# The force-free flight in intermittent migration: a Be delta layer in GaAs

An impurity that diffuses through a rare mobile state leaves exponential tails on a delta layer at short times, as Cowern and co-workers described for B in Si in 1990. We use such tails to extract a mobilisation rate $g$ and a migration length $\lambda$. The formulas assume that the mobile atom feels no force during its flight. A Be delta layer in GaAs is a sheet of negative acceptors, and the mobile Be is taken to be a positive interstitial, so the layer pulls it back. This page shows where the assumption enters, derives the first correction, and puts numbers on it.

## The field-free result

Let $C_s(x,t)$ be substitutional Be and $C_m(x,t)$ mobile Be, with $x$ along the growth axis. A substitutional atom is mobilised at rate $g$. A mobile atom has diffusivity $D_m$ and is retrapped at rate $r$:

$$\partial_t C_m=-\partial_x J-rC_m+gC_s,\qquad \partial_t C_s=rC_m-gC_s,\qquad J=-D_m\,\partial_x C_m .$$

For $r\gg g$ and $rt\gg1$ each flight is short against the wait between flights and against the anneal, and $\partial_t C_m$ drops out. A sheet source at $x=0$ then gives $C_m''=C_m/\lambda^2$ on both sides, with $\lambda=\sqrt{D_m/r}$. The normalised distribution of landing points is

$$p_0(x)=\frac{e^{-|x|/\lambda}}{2\lambda},\qquad \hat p_0(k)=\frac{1}{1+k^2\lambda^2}.$$

If $g$ and $p_0$ are the same wherever a flight starts, the number of flights is Poisson distributed with mean $gt$, and the normalised profile obeys

$$\ln\hat C(k,t)=gt\,[\hat p_0(k)-1]=-gt\lambda^2k^2+gt\lambda^4k^4-\dots$$

The cumulants are $\kappa_2=2gt\lambda^2$ and $\kappa_4=24gt\lambda^4$. Hence $D=\kappa_2/2t=g\lambda^2$, and the excess kurtosis is $\kappa_4/\kappa_2^2=6/(gt)$. For $gt\ll1$, first order in $gt$ gives $(1-gt)\,\delta(x)+gt\,p_0(x)$.

## Where the assumption enters

It enters twice. The flux law $J=-D_m\partial_xC_m$ has no drift term, and this fixes the shape of $p_0$. The Poisson sum needs translation invariance, which any potential tied to the layer destroys.

We assume the kick-out reaction with the charge states commonly used for Be and Zn in GaAs:

$$\mathrm{Be}_s^-+I_{\mathrm{Ga}}^{2+}\rightleftharpoons \mathrm{Be}_i^{+}.$$

Charge balances without free carriers, and any Ga site can take the interstitial, so $r$ may be kept independent of position. The forward rate $g$ follows the local density of $I_{\mathrm{Ga}}^{2+}$ and does depend on position. For $gt\ll1$ almost every flight starts at $x=0$, so only the value of $g$ at the layer matters. Below, $g$ means that value. What changes the shape is the drift.

Conventions: $\phi$ is the electrostatic potential, zero far from the layer, and $\psi=-e\phi/k_BT\ge0$. The mobile atom has charge $ze$, so its energy is $-z\psi\,k_BT$. The Einstein relation gives

$$J=-D_m\,(C_m'-z\psi' C_m).$$

## The potential of the layer

Take $N$ fully ionised acceptors per unit area at $x=0$ in an undoped host, far from the surface. At anneal temperature the host is intrinsic, with non-degenerate carriers $p_h=n_ie^{\psi}$ and $n=n_ie^{-\psi}$. For $gt\ll1$ the sheet is still intact, and the charged interstitials are too dilute to screen. Poisson's equation for $x\neq0$ is

$$\psi''=\frac{\sinh\psi}{L^2},\qquad L^2=\frac{\varepsilon k_BT}{2e^2n_i}=\frac{1}{8\pi \ell_B n_i},\qquad \ell_B=\frac{e^2}{4\pi\varepsilon k_BT},$$

with $\varepsilon=\varepsilon_r\varepsilon_0$, the intrinsic Debye length $L$ and the Bjerrum length $\ell_B$. Gauss's law at the sheet gives $\psi'(0^+)=-e^2N/(2\varepsilon k_BT)=-U/L$, which defines

$$U=2\pi \ell_B N L .$$

Multiplying by $\psi'$ and integrating in from infinity gives $\psi'=-(2/L)\sinh(\psi/2)$ for $x>0$. A second integration gives the Gouy–Chapman solution

$$c(x)\equiv e^{\psi/2}=\frac{1+\gamma e^{-x/L}}{1-\gamma e^{-x/L}},\qquad c_0\equiv c(0)=\frac U2+\sqrt{1+\frac{U^2}{4}},\qquad \gamma=\frac{c_0-1}{c_0+1}.$$

The value of $c_0$ follows from $\sinh(\psi_0/2)=U/2$, with $\psi_0=\psi(0)$. For $U\ll1$ the potential is $\psi=Ue^{-x/L}$.

## First correction

Let $p(x)$ be the normalised landing distribution, which is even in $x$ and proportional to the steady $C_m$. Let $S(x)=2\int_x^\infty p\,dx'$ be the probability of landing farther than $x$ from the layer, so $p=-S'/2$. In steady state the flux through $x$ equals the trapping beyond $x$, $J(x)=r\int_x^\infty C_m\,dx'$. Inserting the flux law gives

$$S''-z\psi'S'-\frac{S}{\lambda^2}=0,\qquad S(0)=1,\quad S(\infty)=0 .$$

Write $S=e^{-x/\lambda}+S_1$ with $S_1$ of first order in $\psi$. Then

$$S_1''-\frac{S_1}{\lambda^2}=-\frac{z}{\lambda}\psi'e^{-x/\lambda},\qquad S_1(0)=0 .$$

The Green function that vanishes at $0$ and at infinity is $-\lambda\sinh(x_</\lambda)\,e^{-x_>/\lambda}$. Beyond the range of the potential it gives $S=A\,e^{-x/\lambda}$ with

$$A-1=\frac z2\int_0^\infty(1-e^{-2x/\lambda})\,\psi'\,dx=-\frac{z}{\lambda}\int_0^\infty\psi\,e^{-2x/\lambda}dx .$$

The far tail keeps the decay length $\lambda$ and loses amplitude. The loss is $z/2$ times the potential averaged with the weight $(2/\lambda)e^{-2x/\lambda}$.

For $\psi=Ue^{-x/L}$ the source is $(zU/\lambda L)\,e^{-x/\lambda-x/L}$. A particular solution $Be^{-x/\lambda-x/L}$ needs $B\,(2/\lambda L+1/L^2)=zU/\lambda L$. With $\nu=L/\lambda$,

$$B=\frac{zU\nu}{1+2\nu},\qquad S=e^{-x/\lambda}\left[1-B+Be^{-x/L}\right],$$

$$p(x)=p_0(x)\left[1-B+B\left(1+\frac1\nu\right)e^{-|x|/L}\right].$$

So $A=1-B$, and the missing weight lands near the layer, where $p(0)/p_0(0)=1+zU/(1+2\nu)$.

The moments follow from $\langle x^2\rangle=2\int_0^\infty xS\,dx$ and $\langle x^4\rangle=4\int_0^\infty x^3S\,dx$. The term $e^{-x/\lambda-x/L}$ has decay length $\eta\lambda$ with $\eta=\nu/(1+\nu)$, and $1-\eta^2=(1+2\nu)/(1+\nu)^2$. Relative to the free values $2\lambda^2$ and $24\lambda^4$,

$$R_2=1-B(1-\eta^2)=1-\frac{zU\nu}{(1+\nu)^2},\qquad R_4=1-B(1-\eta^4)=1-\frac{zU\nu\,(1+\eta^2)}{(1+\nu)^2}.$$

The early variance is $2gt\lambda^2R_2$. At leading order in $1/(gt)$ the excess kurtosis is $\langle x^4\rangle/(gt\langle x^2\rangle^2)=(6/gt)\,K$, with

$$K=\frac{R_4}{R_2^2}=1+\frac{zU\nu\,(1+2\nu)}{(1+\nu)^4}.$$

The loss of variance is largest at $\lambda=L$, where it is $zU/4$. For $\lambda\gg L$ the corrections to the tail and the moments, $B$, $1-R_2$, $1-R_4$ and $K-1$, vanish as $\nu$, because the well covers only a width $L\ll\lambda$. The profile within $|x|\lesssim L$ stays modified: $p(0)/p_0(0)$ tends to $1+zU$, and the relative change of the local decay constant $-p'/p$ at the layer, $zU(1+\nu)/[\nu(1+2\nu)]$, grows as $zU/\nu$. For $\lambda\ll L$ the atom sees a nearly uniform field, and the decay constant near the layer becomes $1/\lambda+zU/2L$. The relative change $zU/2\nu$ is small, but it accumulates over the whole well to $A=1-zU/2$, at distances of many $\lambda$.

## Closed form for $z=+1$

Real layers have $U$ of order one or more, so we need to know where first order stops. For $z=+1$ the equation for $S$ in the full Gouy–Chapman potential has the solution

$$S(x)=e^{-x/\lambda}\,\frac{1+2\nu c(x)}{1+2\nu c_0}.$$

To verify it, put $S\propto e^{-x/\lambda}h$ with $h=1+2\nu c$. The equation becomes $h''-2h'/\lambda-\psi'(h'-h/\lambda)=0$. From $c'=-(c^2-1)/2L$ we get $h'=-(c^2-1)/\lambda$, $h''=c\,(c^2-1)/\lambda L$, $\psi'=-(c^2-1)/Lc$ and $h'-h/\lambda=-c\,(c+2\nu)/\lambda$. After dividing by $(c^2-1)/\lambda L$ the three terms are $c$, $2\nu$ and $-(c+2\nu)$, which cancel. Differentiating,

$$p(x)=p_0(x)\,\frac{c\,(c+2\nu)}{1+2\nu c_0},\qquad A=\frac{1+2\nu}{1+2\nu c_0}.$$

With $c_0\approx1+U/2$ this returns $A=1-U\nu/(1+2\nu)$. For $\lambda\gg L$ the ratio $p(0)/p_0(0)$ tends to $c_0^2=e^{\psi_0}$, the full Boltzmann factor. Expanding $c=1+2\sum_{n\ge1}\gamma^ne^{-nx/L}$ gives the moments for $m=2,4$:

$$R_m=\frac{1+2\nu+4\nu\sum_{n\ge1}\gamma^n(1+n/\nu)^{-m}}{1+2\nu c_0}.$$

## Inputs for GaAs at 800 °C

We take $T=1073$ K, so $k_BT=92.5$ meV. Compiled measured values are the 0 K gap 1.519 eV, the electron mass $0.067\,m_e$, the Luttinger parameters $\gamma_1=6.98$, $\gamma_2=2.06$, $\gamma_3=2.93$ and the spin-orbit splitting 0.341 eV (Vurgaftman 2001), and $\varepsilon_r=12.87$ at 300 K (Rakita 2019). We assume that the masses and $\varepsilon_r$ hold unchanged at 1073 K. Intermediate values are carried unrounded up to $n_i$.

- Gap: $E_g=1.519\ \text{eV}-\alpha T^2/(T+\beta)$ with the typical Varshni parameters $\alpha=0.5405$ meV/K and $\beta=204$ K gives 1.032 eV.
- Holes: the spherical average $\bar\gamma=(2\gamma_2+3\gamma_3)/5=2.582$ gives $m_{hh}=m_e/(\gamma_1-2\bar\gamma)=0.551\,m_e$ and $m_{lh}=m_e/(\gamma_1+2\bar\gamma)=0.082\,m_e$. With $2(2\pi mk_BT/h^2)^{3/2}$ per band, $N_v=7.34\times10^{19}$ cm$^{-3}$. The split-off band carries a Boltzmann factor 0.025 and is left out.
- Electrons: the Γ valley gives $2.94\times10^{18}$ cm$^{-3}$. The L valleys matter at this temperature. With a typical density-of-states mass of $0.56\,m_e$ for all L valleys together and an assumed offset of 0.25 eV they hold 1.62 times as many electrons as Γ, so $N_c=7.7\times10^{18}$ cm$^{-3}$. X valleys and non-parabolicity are left out.
- $n_i=\sqrt{N_cN_v}\,e^{-E_g/2k_BT}=9.0\times10^{16}$ cm$^{-3}$.

From here on $n_i=9\times10^{16}$ cm$^{-3}$. Then $\ell_B=1.21$ nm and $L=19.1$ nm. For $N=10^{12}$ cm$^{-2}$ the field beside the sheet is $eN/2\varepsilon=70$ kV/cm, $U=1.45$, and the well is $\psi_0k_BT=125$ meV deep.

Be delta layers typically hold $10^{12}$ to $10^{13}$ cm$^{-2}$. We have no measured $\lambda$ for Be in GaAs, so $\lambda$ is an assumed input and is scanned in units of $L$.

## Size of the correction

The first table is for $z=+1$ and the assumed value $\lambda=L$. The third figure serves only to compare first order with the closed form.

| $N$ (cm$^{-2}$) | $10^{11}$ | $10^{12}$ | $5\times10^{12}$ |
|---|---|---|---|
| $U$ | 0.145 | 1.45 | 7.27 |
| $\psi_0$ | 0.145 | 1.35 | 4.00 |
| $c_0$ | 1.075 | 1.963 | 7.40 |
| $A$, first order $1-U/3$ | 0.952 | 0.516 | negative |
| $A$, closed form | 0.952 | 0.609 | 0.190 |
| $R_2$, first order $1-U/4$ | 0.964 | 0.637 | negative |
| $R_2$, closed form | 0.964 | 0.687 | 0.269 |
| $R_4$, closed form | 0.955 | 0.627 | 0.204 |
| $K$, first order $1+3U/16$ | 1.027 | 1.27 | 2.36 |
| $K$, closed form | 1.028 | 1.33 | 2.82 |

First order is accurate at $10^{11}$ cm$^{-2}$, where the correction is a few per cent. At $10^{12}$ cm$^{-2}$ it has the right sign and rough size but overstates the loss of tail. At $5\times10^{12}$ cm$^{-2}$ it fails and only the closed form is usable.

The tail factor $A$ from the closed form depends mildly on the assumed $\lambda$:

| $\lambda$ (nm) | $\nu$ | $10^{11}$ | $10^{12}$ | $5\times10^{12}$ |
|---|---|---|---|---|
| 76 | 1/4 | 0.98 | 0.76 | 0.32 |
| 19 | 1 | 0.95 | 0.61 | 0.19 |
| 4.8 | 4 | 0.94 | 0.54 | 0.15 |

Consider a field-free fit to the model profile for $N=10^{12}$ cm$^{-2}$ and $\lambda=L$, with $\lambda$ read correctly from the far tail. The tail amplitude returns $0.61\,g$. The variance returns $0.69\,g$. The kurtosis returns $g/K=0.75\,g$. At $gt=0.1$, for example, it is about 80 in place of 60, up to relative corrections of order $gt$. Three estimates of $g$ that disagree in this order are the signature of the field.

Reading $\lambda$ correctly needs distance. The local decay length $-p/p'$ follows from

$$-\frac{p'}{p}=\frac1\lambda+\frac{c^2-1}{2L}\left(\frac1c+\frac1{c+2\nu}\right).$$

In the same case it is $0.48\lambda$ at the layer and $0.75\lambda$ at $x=L$. The landing density at the layer is 1.58 times the free value. At $x=3L$ the profile still lies a factor 1.044 above its asymptote $A\,p_0$. A fit window inside one or two Debye lengths returns a $\lambda$ that is too short.

## Neglected terms and their size

**Position dependence of $g$.** This term is larger than the drift wherever $g$ is compared between samples or second flights count. If $I_{\mathrm{Ga}}^{2+}$ is in local equilibrium, its density follows $e^{2\psi}$, and $g=g_ic_0^4$ at the layer, with $g_i$ the intrinsic rate. The factor is 15 at $10^{12}$ cm$^{-2}$ and $3.0\times10^3$ at $5\times10^{12}$ cm$^{-2}$. Measured against $g_i$, the far tail is therefore $c_0^4A\approx1+U[2-\nu/(1+2\nu)]$ times the free one, a net gain. Atoms that land outside the well are remobilised far more slowly than those in the layer, so the Poisson sum and the law $6/(gt)$ cannot be carried to $gt\gtrsim1$. When the profile has become smooth on the scales $\lambda$ and $L$, $C_m=(g_i/r)w^2C_s$ with $w=p_h/n_i$, and $J=-g_i\lambda^2\,w\,(wC_s)'$. For extrinsic material $w\approx C_s/n_i$ and $J=-2g_i\lambda^2w^2C_s'$. Without drift the prefactor would be 3. The diffusivity depends on concentration and the late profile is not Gaussian.

**Charge state.** First order is linear in $z$, so a doubly charged interstitial doubles $B$ and a neutral one removes it. If retrapping then needs carriers, $r$ depends on $\psi$ and adds a term of the same order as $B$. The closed form holds for $z=+1$ and uniform $r$ only.

**Discrete acceptors.** Randomly placed screened charges $\ell_Be^{-R/L}/R$, at distance $R$ from the atom, average to $Ue^{-x/L}$ and have variance $\sigma^2=2\pi N\ell_B^2E_1(2x/L)$, with $E_1$ the exponential integral. The second-order term $\sigma^2/2$ relative to $U$ is $(\ell_B/2L)E_1(2x/L)$. With $\ell_B/L=0.063$ this is 0.04 at $x=2$ nm and falls outward. Chemical pairing of Be$_i$ with Be$_s$ at contact is outside the model.

**Classical holes.** Since $c=\coth[(x+x_0)/2L]$ with $x_0=L\ln(1/\gamma)$, the inner potential of a dense layer varies over $x_0$. This is 21 nm at $10^{12}$ cm$^{-2}$ and 5.2 nm at $5\times10^{12}$ cm$^{-2}$, against a heavy-hole thermal wavelength $h/\sqrt{2\pi m_{hh}k_BT}=3.1$ nm. The peak hole density $n_ic_0^2=4.9\times10^{18}$ cm$^{-3}$ in the densest case stays well below $N_v$. The column for $5\times10^{12}$ cm$^{-2}$ is thus non-degenerate but near the limit of a local description, and also sensitive to the grown width of the layer. One figure is all it supports.

**Inputs.** $U\propto N(\varepsilon n_i)^{-1/2}$ at fixed $T$, so a modest rise of $\varepsilon_r$ on heating moves $U$ by half as much in relative terms. The intrinsic density of GaAs near 800 °C is typically of order $10^{17}$ cm$^{-3}$, close to the value used. Doubling $n_i$ at fixed $\lambda=19$ nm and $N=10^{12}$ cm$^{-2}$ shortens $L$ to 13.5 nm, lowers $U$ to 1.03 and raises $A$ from 0.61 to 0.73.

## Working rule

Compute $U=2\pi\ell_BNL$ before fitting. For $U$ of order 0.1 the field-free tail and moments are good to a few per cent, and the first-order $p(x)$ with $B=zU\nu/(1+2\nu)$ corrects the profile. For larger $U$ fit $(1-gt)\,\delta(x)+gt\,p(x)$ with the closed form, convolved with the depth resolution, and report $g$ as the rate at the layer. In this model, with Be$_i^+$, a layer of $10^{12}$ cm$^{-2}$ at 800 °C and an assumed $\lambda$ equal to the Debye length, the field removes 39 % of the far tail, and between 24 % and 46 % for $\lambda$ from 76 nm down to 4.8 nm. These numbers are the model's and rest on the assumed charge state and migration length.